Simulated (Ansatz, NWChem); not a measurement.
**BNH3F3 (SMILES [NH3+][B-](F)(F)F): the electronic atomisation energy, rung by rung**

BNH3F3 has 8 atoms, charge 0, and is taken as a singlet. SMILES: `[NH3+][B-](F)(F)F`. The coordinates come from a PBE0-D4/def2-TZVP relaxation.

Each level gives the electronic atomisation energy (eV). The values are calculated. Electronic energies at fixed atoms, without zero-point motion or spin-orbit coupling.

```tsv
level	kind	program	value (eV)
HF/cc-pVDZ	Hartree–Fock	Ansatz	24.17
SVWN5/cc-pVDZ	LDA	Ansatz	39.33
revPBE/cc-pVDZ	GGA	Ansatz	33.04
BHLYP/cc-pVDZ	global hybrid	NWChem	32.05
CAM-B3LYP/cc-pVDZ	range-separated hybrid	NWChem	33.94
HSE06/cc-pVDZ	range-separated hybrid	Ansatz	33.42
PBE-QIDH/cc-pVDZ	double hybrid	Ansatz	32.65
MP2/cc-pVDZ	perturbation theory	NWChem	32.30
BCCD(T)/cc-pVDZ	coupled cluster or CI	Ansatz	31.27
CCSD/cc-pVDZ	coupled cluster or CI	Ansatz	30.96
```

The values span 24.17 to 39.33 eV.

Hartree–Fock gives the weakest binding, 24.17 eV, and the local density approximation the strongest, 39.33 eV, with every other level between 30.96 and 33.94 eV. Atomisation breaks up the electron pairs of the B–F, N–H and B–N bonds, so much of the correlation energy present in the molecule is lost in the separated atoms. Hartree–Fock omits this contribution, whereas the local functional overbinds because it describes the inhomogeneous densities of the free atoms less well than that of the molecule.

BCCD(T), at 31.27 eV, is not a safe benchmark for the functionals. A double-zeta basis recovers too little of the correlation in the fluorine-rich molecule, and the converged coupled-cluster value probably lies well above this one. The higher density-functional results therefore do not demonstrate overbinding, nor does the closeness of BHLYP to BCCD(T) demonstrate accuracy. The total is dominated by the B–F and N–H bonds and says little about the strength of the dative B–N bond, which requires energies for separated ammonia and boron trifluoride.
